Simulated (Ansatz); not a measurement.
## A series in volume scale on FeCu

All results are calculated (Ansatz 0.2.0). Free energy against uniform scaling of the volume at fixed shape and fractions; periodic cell, basis, potentials, k mesh and filling as listed.

The cell before it is scaled or strained (space group Cmmm, No. 65):
```
CELL_PARAMETERS angstrom
1.43830 -1.98790 0.00000
1.43830 1.98790 0.00000
0.00000 0.00000 4.13810
ATOMIC_POSITIONS crystal
Fe 0.00000 0.00000 0.00000
Cu 0.50000 0.50000 0.50000
```

Settings of every row: functional PBEsol; dispersion none; potentials PAW; wave cutoff 500 eV; density cutoff 2000 eV; k mesh 12x12x7; k shift 0x0x0; occupations gaussian; smearing width 0.1 eV; spin collinear; SCF threshold exponent -10.

Limits: coarse k mesh, up to 40 meV an atom off; the cell comes from a prototype or a list of computed structures and needn't be the stable phase; with one magnetic atom in the cell only parallel moments are possible.

| row | volume scale | V (Å³/atom) | energy above lowest point (meV/atom) |
| --- | --- | --- | --- |
| 1 | 0.92 | 10.885 | 7.2 |
| 2 | 0.9467 | 11.201 | 0 |
| 3 | 0.9733 | 11.516 | 2.3 |
| 4 | 1 | 11.832 | ? |
| 5 | 1.0267 | 12.148 | 29.7 |
| 6 | 1.0533 | 12.462 | 53.5 |
| 7 | 1.08 | 12.778 | 82.6 |

Question: what energy above lowest point should row 4 give?

Worked fit of energy above lowest point. Take u = (V_r/V)^(2/3) − 1 with V_r = 11.832 Å³ an atom, which is twice the finite (Eulerian) strain; such expansions in the strain, on which the Birch-Murnaghan equation of state is built, carry the rest volume and the bulk modulus. The shown rows have u = 0.05719, 0.03721, 0.01821, -0.01742, -0.03399, -0.04999. Least squares give energy above lowest point = 12.46 − 790.4 × u + 12234 × u² meV/atom; a straight line predicts inner rows, each left out in turn, worse (root mean square 13 against 0.25 meV/atom). The rows lie off it by -0.1, 0.0, 0.2, -0.2, 0.0, 0.1. Its lowest point lies at u = 0.0323, or V = 11.28 Å³ an atom, and the curvature there gives the bulk modulus at fixed shape and fractions, B = (4/9)(1 + u)² E″(u)/V = 165 GPa. Letting shape and atoms relax would as a rule lower it, by much in layered, chain or molecular crystals. The withheld row has u = 0, so the fit gives 12.46 − 790.4 × (0) + 12234 × (0)² = 12.5 meV/atom.

The calculation gave 12.3 meV/atom. The fit lies 0.2 meV/atom (1.6 % of the value, 0.24 % of the column's range) above it; its largest miss of a shown row is 0.2 meV/atom.
